**Question: why do two conformers with a mid-chain bend lie level with the lowest while others lie about 1 kcal/mol above it?**

I have six gas-phase conformers of CH₃–CHF–(CH₂)₃–CH(CH₃)–CF₃ from PBE0-D3(BJ) single points on GFN2-xTB geometries. C1 is the terminal methyl, C2 carries F3, C4 to C6 are the CH₂ groups, and C7 carries methyl C8 and the CF₃ carbon C9. The torsions listed are F3-C2-C4-C5, C2-C4-C5-C6, C4-C5-C6-C7 and C5-C6-C7-C8.

Gas-phase conformers of CH₃–CHF–(CH₂)₃–CH(CH₃)–CF₃, computed with PySCF 2.14.0 and tblite 0.8.0 as PBE0-D3(BJ)/def2-SVP single points on GFN2-xTB geometries. Free energies and Boltzmann weights are for 298.15 K and use GFN2-xTB quasi-harmonic terms (soft-mode cut 100 cm⁻¹), with at most six conformers kept.

| number | torsions in degrees | GFN2-xTB energy above its lowest (kcal/mol) | DFT energy above the lowest (kcal/mol) | free energy above the lowest (kcal/mol) | weight (%) | dipole (D) |
| --- | --- | --- | --- | --- | --- | --- |
| 1 | (-61,-179,-173,-65) | 0.000 | 0.070 | 0.000 | 32.70 | 2.560 |
| 2 | (-64,-178,-63,-61) | 0.150 | 0.000 | 0.220 | 22.60 | 2.330 |
| 3 | (-59,-70,-169,-67) | 0.410 | 0.180 | 0.270 | 20.80 | 2.140 |
| 4 | (62,-172,-176,-69) | 0.620 | 0.540 | 0.560 | 12.60 | 2.300 |
| 5 | (-170,177,-176,-68) | 0.660 | 1.020 | 0.850 | 7.80 | 2.610 |
| 6 | (-173,173,168,-173) | 0.840 | 1.350 | 1.340 | 3.40 | 2.090 |

Rows 2 and 3 have a gauche bend in mid-chain and sit level with row 1. Row 6 has all four torsions near 180° and is the highest. What sets this order?

**Answer**

The first and last torsions follow F3 and C8, so they hide where C1 and CF₃ point. For this stereoisomer the torsion of C1 about C2–C4 is the first value minus 120°, and that of CF₃ about C6–C7 is the last value minus 120°. Row 1 is then the fully extended chain from C1 to CF₃, with fluorine and methyl C8 gauche (near ±60°). Row 6 looks straight, but with F and C8 anti (near 180°) both C1 and CF₃ are gauche. At a carbon with two heavy substituents at least one of them is gauche to the chain, and the energy depends on which.

Turning a C–C–C–C torsion from anti to gauche crowds the hydrogens at its ends and usually costs energy. Counting such carbon–carbon gauche contacts, $n$, gives one for row 1 and two for each other row. From row 1 to row 4 C1 turns gauche while F stays gauche, and the DFT energy rises by 0.47 kcal/mol. The count alone cannot set the order, since rows 2 to 6 share the same $n$ while spanning 1.35 kcal/mol.

Part of that spread comes from fluorine. From row 4 to row 5 C1 stays gauche and F moves from gauche to anti, and the DFT energy rises by 0.48 kcal/mol. Theory argues for this sign in two steps. Fluorine is small, so it pays little for the gauche position, and the low-lying $\sigma^*(\mathrm{C{-}F})$ orbital accepts density best from a bond anti to it. With F gauche that bond is a C4–H, usually taken as the better donor, whereas with F anti it is C4–C5. The molecule has no F–C–C–F unit, so this is not the vicinal difluoride gauche effect.

The size of this step rests on one pair of rows and depends on the method, since GFN2-xTB gives only +0.04 kcal/mol. It need not be local either. Two point dipoles for C–F and CF₃ on an idealised skeleton repel more in row 5 than in row 4, by some tenths of a kcal/mol as an order of magnitude. How the step divides between donation and this repulsion is untested.

Row 6 adds the CF₃ term. Relative to row 5, CF₃ takes the gauche position from methyl, at +0.33 kcal/mol, which is mainly a difference between two gauche costs. CF₃ is established as bulkier than CH₃, so steric repulsion is expected to give this sign. The comparison is not pure, as the third torsion also shifts by 16° and the two idealised dipoles repel less in row 6 than in row 5, which works against the rise.

Rows 2 and 3 are the irregular ones: each is row 1 plus an inner bend, at −0.07 and +0.11 kcal/mol. In both, the bend has the same sign as the neighbouring listed gauche torsion, which by standard reasoning avoids the clash of a $g^+g^-$ pair but does not make the bend free. A guess is that dispersion and the intramolecular basis-set superposition error of the small def2-SVP basis reward the new contacts. Overall shortness does not account for it, because the idealised C1···C9 distance is 6.5 to 6.6 Å in rows 2 and 3 and also in row 4. Selection matters too, since a set capped at six keeps only the cheapest bends.

These effects were tried as additive terms, $E = E_0 + a\,n + b\,f$, with $f = 1$ for F anti and 0 otherwise. Least squares on all six DFT energies gives $E_0 = -0.10$, $a = 0.17$ and $b = 0.95$ kcal/mol. The constants trade against each other: $a$ averages the cheap bends with the C1 step, and $b$ absorbs both the remainder and the CF₃ cost, ending at twice the direct step.

For row 4, which was part of the fit and is its worst row, the model gives $-0.10 + 2(0.17) + 0 = 0.24$ kcal/mol against 0.54 in the table. The rms residual is 0.19 kcal/mol, down from 0.46 when the fluorine term is dropped, and still well above the noise of some hundredths of a kcal/mol that the data makers found in tests on other systems, which was not measured for this molecule. The single-change steps are the better guide: within these rows, a low conformer keeps C1 and CF₃ anti and F gauche.

The weights are Boltzmann populations computed from the free energy, which adds GFN2-xTB thermal terms to the DFT energy. Row 2 lies below row 1 in DFT by an amount near that noise figure, and it falls behind only through a thermal term 0.29 kcal/mol larger, so rows 1 to 3 are not securely ordered. The run gives the six conformers kept 0.825 of the GFN2-xTB weight, which fits a free-energy weight over only the ten minima that had Hessians. By GFN2-xTB energy alone the six hold only about 0.59 of the weight of all 14 minima found, and the search may have missed others. The percentages are therefore probably high and the mixing entropy of 3.19 cal/(mol K) probably low.

The dipole does not track the energy, since rows 1 and 5 have the two largest values. Adding vectors of 1.9 D along C–F and 2.3 D along C7–CF₃ (rough, recalled, not fitted) gives the column with an rms error of 0.12 D over a range of 0.52 D, and misses row 6 most (2.31 against 2.09 D). The sizes are similar because the cosine of the angle between the two bonds stays between −0.28 and −0.54 on the idealised skeleton. For a partly fluorinated chain in a process fluid or low-permittivity layer, this case shows a mixture of conformers whose dipoles differ by up to about 0.5 D, in an order that a solvent could change among the close rows.
